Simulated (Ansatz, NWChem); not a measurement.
How basis sets differ on H2S (hydrogen sulfide)

H2S: 3 atoms, total charge 0, spin state singlet. SMILES: `S`. The coordinates come from a PBE0-D4/def2-TZVP relaxation. The run starts from this shape.

```
atom    x (Å)    y (Å)    z (Å)
   S   0.4955  -0.2806   0.2439
   H   0.0979   0.9977   0.1624
   H  -0.5934  -0.7171  -0.4063
```

Each level gives the adiabatic ionisation energy (to the doublet cation, no zero-point term) (eV). The values are calculated.

```
                          level          kind  program  value (eV)
                      HF/STO-3G  Hartree–Fock   Ansatz        6.77
                       HF/3-21G  Hartree–Fock   Ansatz        9.61
HF/6-31G* (spherical functions)  Hartree–Fock   NWChem        9.26
HF/6-31G* (Cartesian functions)  Hartree–Fock   Ansatz        9.26
                     HF/cc-pVTZ  Hartree–Fock   Ansatz        9.21
```

The values span 6.77 to 9.61 eV. Without the sets that lack polarisation functions the rows with a basis span only 9.21 to 9.26 eV.

The electron leaves the sulfur 3p lone pair, which is perpendicular to the molecular plane and essentially nonbonding, so the result depends mainly on how well the basis describes the sulfur valence shell. STO-3G gives only 6.77 eV, probably because its fixed valence functions leave the lone pair of the neutral molecule too weakly bound. Splitting the valence shell removes most of this error, though 3-21G then overshoots the larger sets. The drop to 9.26 eV with 6-31G* means that the cation gains more energy than the neutral molecule, but polarisation and a better core description enter together, so their shares cannot be separated.

The spherical and Cartesian forms agree, so the extra s-like component of the d shell hardly matters here. The small further change to cc-pVTZ suggests that the Hartree–Fock value is nearly converged, yet it remains clearly below the measured ionisation energy. The likely cause is missing correlation, which stabilises the neutral molecule, with its intact lone pair, more than the cation. Agreement between the larger sets therefore indicates basis convergence, not accuracy.
